**Hydrogenic model for L2 and M3 photoionisation cross sections at 15 keV**

The table holds the $2p_{1/2}$ (L2) and $3p_{3/2}$ (M3) cross sections of Ar, Zn, Kr, Cd, Xe and Hg from a Dirac-Hartree-Slater independent-particle calculation with all multipoles and Dirac-Fock ΔSCF thresholds. The program compares them with the exact non-relativistic hydrogenic dipole formula, used with the bare charge and with one fitted screening constant in two forms, and with a single power of $Z$. The charge implied by L2 picks the right atom in all six rows, while that implied by M3 is 5 to 9 units too low and misplaces four. The local exponent in $Z$ falls along the series in both the table and the bare model, and a single power law misses the end rows by about 30 % (L2) and 50 % (M3). The better screened form stays within 12 % of the table for L2 and 10 % for M3, with the mercury L2 value resting on a continuation of the formula below its hydrogenic threshold. The maximum of M3/L2 near Cd and Xe appears as the product of a falling bare ratio and a rising quotient of table over model.

Radial Dirac-Fock and Kohn-Sham solver 2: independent-particle subshell photoionisation cross sections of free neutral atoms at a photon energy of 15000 eV. Bound and continuum orbitals come from the Dirac-Hartree-Slater potential of the initial state with a Latter tail; all multipoles are included in the length form, and thresholds are from Dirac-Fock ΔSCF.

## Analysis program

```python
# Table: L2 (2p1/2) and M3 (3p3/2) photoionisation cross sections (kb) at 15000 eV, Dirac-Hartree-Slater, all multipoles,
# Dirac-Fock Delta-SCF thresholds. Tested: nonrelativistic hydrogenic dipole formula (bare, screened) and a power law.
T = {
    'ion': ['Zn', 'Cd', 'Hg', 'Ar', 'Kr', 'Xe'],
    'Z': [30, 48, 80, 18, 36, 54],
    'configuration': ['[Ar] 3d10 4s2', '[Kr] 4d10 5s2', '[Xe] 4f14 5d10 6s2', '[Ne] 3s2 3p6', '[Ar] 3d10 4s2 4p6', '[Kr] 4d10 5s2 5p6'],
    'subshell_cross_section_L2': [0.1112, 1.353, 13.4, 0.004986, 0.3038, 2.406],  # kb
    'subshell_cross_section_M3': [0.0268, 0.3814, 3.512, 0.0008508, 0.07996, 0.675],  # kb
}
import numpy as np, sympy as sp
from scipy.constants import alpha, physical_constants as pc
from scipy.optimize import minimize_scalar
o = np.argsort(T['Z']); Z = np.array(T['Z'], float)[o]; nm = [T['ion'][i] for i in o]
S = {2: np.array(T['subshell_cross_section_L2'], float)[o], 3: np.array(T['subshell_cross_section_M3'], float)[o]}
lab = {2: 'L2', 3: 'M3'}; occ = {2: 2, 3: 4}
Ha = pc['Hartree energy in eV'][0]; w = 15000/Ha; a02 = pc['Bohr radius'][0]**2/1e-25  # kb
a, k = sp.symbols('a k'); R = {}
for l in (0, 2):
    g = (a**2 + k**2)**(-(l+1))*sp.exp(-2*sp.atan(k/a)/k)   # integral of r^l F_l exp(-a r), prefactor apart
    mom = lambda p: (-1)**(p-l)*sp.diff(g, a, p-l)
    R[2, l] = sp.lambdify(k, (mom(3)/(2*sp.sqrt(6))).subs(a, sp.Rational(1, 2)), 'numpy')
    R[3, l] = sp.lambdify(k, (8*(mom(3) - mom(4)/6)/(27*sp.sqrt(6))).subs(a, sp.Rational(1, 3)), 'numpy')
def hyd(n, z):
    x = w/z**2; k2 = 2*x - 1/n**2; kk = np.sqrt(k2 + 0j)   # k2 < 0: analytic continuation
    f = np.where(k2 > 0, 1/(1 - np.exp(-2*np.pi/np.sqrt(np.abs(k2)))), 1.0)
    t = 4*np.real(R[n, 0](kk))**2/3 + 64*(1+k2)*(1+4*k2)*np.real(R[n, 2](kk))**2*2/3
    return occ[n]*4*np.pi**2*alpha/3*x*f*t*a02/z**2
sl = lambda y: np.diff(np.log(y))/np.diff(np.log(Z))
row = lambda t, v, f: print(t + ': ' + ' '.join(f % q for q in v))
print('order by Z: ' + ' '.join(nm))
print('photon energy %.1f hartree; 2E/mc^2 = %.3f' % (w, 2*w*alpha**2))
row('(Z alpha)^2', (Z*alpha)**2, '%.3f')
row('bare hydrogenic n=2 threshold, keV', Z**2/8*Ha/1e3, '%.2f')
edge = np.array([0.25, 1.0, 1.7, 3.7, 5.1, 14.])   # rough recalled L2 edges, keV, in Z order
row('15 keV / rough recalled L2 edge', 15/edge, '%.1f')
zg = np.linspace(5, 110, 2100)
for n in (2, 3):
    y = S[n]; L = lab[n]
    print('%s largest/smallest %.0f; rounding at most %.3f %%' % (L, y.max()/y.min(), 100*np.max(0.5*10**(np.floor(np.log10(y))-3)/y)))
    row(L + ' ratio to previous atom', y[1:]/y[:-1], '%.2f')
    row(L + ' local Z exponent, table (Born limit 7)', sl(y), '%.2f')
    row(L + ' local Z exponent, bare hydrogenic', sl(hyd(n, Z)), '%.2f')
    row(L + ' bare hydrogenic, kb', hyd(n, Z), '%.4g')
    row(L + ' table/bare hydrogenic', y/hyd(n, Z), '%.3f')
    c = hyd(n, zg); zi = np.interp(np.log(y), np.log(c), zg)
    print(L + ' hydrogenic curve rises for charge 5-110: ' + str(bool(np.all(np.diff(c) > 0))))
    row(L + ' implied charge', zi, '%.1f')
    row(L + ' Z minus implied charge', Z - zi, '%.1f')
    print(L + ' nearest candidate: ' + ' '.join(nm[int(np.argmin(abs(Z - q)))] for q in zi))
    p = np.polyfit(np.log(Z), np.log(y), 1)
    row(L + ' power law Z^%.2f, error %%' % p[0], 100*(np.exp(np.polyval(p, np.log(Z)))/y - 1), '%+.1f')
    for t, m in (('A (Z-s)', lambda s: hyd(n, Z - s)), ('B (1-s/Z)^5', lambda s: hyd(n, Z)*(1 - s/Z)**5)):
        for j, u in ((6, 'all rows'), (5, 'Hg not fitted')):
            s = minimize_scalar(lambda s: np.sum(np.log(m(s)/y)[:j]**2), bounds=(-4, 11), method='bounded').x
            row('%s %s, %s, s=%.2f, error %%' % (L, t, u, s), 100*(m(s)/y - 1), '%+.1f')
r = S[3]/S[2]; lim = 2*(8/27)**2*4
row('M3/L2 table', r, '%.3f')
row('M3/L2 per electron', r/2, '%.3f')
row('M3/L2 bare hydrogenic', hyd(3, Z)/hyd(2, Z), '%.3f')
row('M3/L2 table over bare hydrogenic', r*hyd(2, Z)/hyd(3, Z), '%.3f')
print('M3/L2 hydrogenic high-energy limit %.3f' % lim)
print('M3/L2 change Cd to Xe %+.1f %%, Xe to Hg %+.1f %%, Kr to Hg %+.1f %%' % (100*(r[4]/r[3]-1), 100*(r[5]/r[4]-1), 100*(r[5]/r[2]-1)))
assert all(np.all(np.diff(S[n]) > 0) for n in S)
assert all(np.all(sl(S[n]) < 7) and np.all(np.diff(sl(S[n])) < 0) for n in S)
assert np.all(r < lim) and np.argmin(r) == 0 and r[5] < r[4]
```

It prints:

```
order by Z: Ar Zn Kr Cd Xe Hg
photon energy 551.2 hartree; 2E/mc^2 = 0.059
(Z alpha)^2: 0.017 0.048 0.069 0.123 0.155 0.341
bare hydrogenic n=2 threshold, keV: 1.10 3.06 4.41 7.84 9.92 21.77
15 keV / rough recalled L2 edge: 60.0 15.0 8.8 4.1 2.9 1.1
L2 largest/smallest 2688; rounding at most 0.045 %
L2 ratio to previous atom: 22.30 2.73 4.45 1.78 5.57
L2 local Z exponent, table (Born limit 7): 6.08 5.51 5.19 4.89 4.37
L2 local Z exponent, bare hydrogenic: 5.42 5.02 4.73 4.47 4.13
L2 bare hydrogenic, kb: 0.009666 0.1543 0.3856 1.504 2.547 12.93
L2 table/bare hydrogenic: 0.516 0.721 0.788 0.900 0.945 1.036
L2 hydrogenic curve rises for charge 5-110: True
L2 implied charge: 16.0 28.2 34.3 46.9 53.3 80.7
L2 Z minus implied charge: 2.0 1.8 1.7 1.1 0.7 -0.7
L2 nearest candidate: Ar Zn Kr Cd Xe Hg
L2 power law Z^5.31, error %: +28.8 -12.8 -15.9 -12.9 -8.4 +32.7
L2 A (Z-s), all rows, s=1.79, error %: +6.1 +0.9 -1.4 -6.6 -8.8 -11.6
L2 A (Z-s), Hg not fitted, s=1.82, error %: +4.9 +0.3 -1.8 -6.9 -9.1 -11.8
L2 B (1-s/Z)^5, all rows, s=1.87, error %: +11.9 +0.5 -2.9 -8.9 -11.3 -14.3
L2 B (1-s/Z)^5, Hg not fitted, s=1.93, error %: +9.9 -0.5 -3.7 -9.5 -11.8 -14.6
M3 largest/smallest 4128; rounding at most 0.019 %
M3 ratio to previous atom: 31.50 2.98 4.77 1.77 5.20
M3 local Z exponent, table (Born limit 7): 6.75 6.00 5.43 4.85 4.20
M3 local Z exponent, bare hydrogenic: 5.27 4.78 4.40 4.07 3.62
M3 bare hydrogenic, kb: 0.006381 0.09412 0.2249 0.7988 1.29 5.35
M3 table/bare hydrogenic: 0.133 0.285 0.355 0.477 0.523 0.656
M3 hydrogenic curve rises for charge 5-110: True
M3 implied charge: 12.7 23.4 29.0 40.4 46.1 70.6
M3 Z minus implied charge: 5.3 6.6 7.0 7.6 7.9 9.4
M3 nearest candidate: Ar Ar Zn Kr Cd Hg
M3 power law Z^5.61, error %: +46.7 -18.1 -23.6 -19.5 -11.9 +53.7
M3 A (Z-s), all rows, s=5.78, error %: -20.6 +18.6 +22.0 +21.0 +20.6 +18.6
M3 A (Z-s), Hg not fitted, s=5.76, error %: -19.7 +19.2 +22.5 +21.3 +20.9 +18.7
M3 B (1-s/Z)^5, all rows, s=6.22, error %: -10.0 +9.9 +9.0 +4.6 +3.6 +1.6
M3 B (1-s/Z)^5, Hg not fitted, s=6.22, error %: -9.8 +10.0 +9.0 +4.7 +3.6 +1.7
M3/L2 table: 0.171 0.241 0.263 0.282 0.281 0.262
M3/L2 per electron: 0.085 0.121 0.132 0.141 0.140 0.131
M3/L2 bare hydrogenic: 0.660 0.610 0.583 0.531 0.506 0.414
M3/L2 table over bare hydrogenic: 0.258 0.395 0.451 0.531 0.554 0.633
M3/L2 hydrogenic high-energy limit 0.702
M3/L2 change Cd to Xe -0.5 %, Xe to Hg -6.6 %, Kr to Hg -0.4 %
```
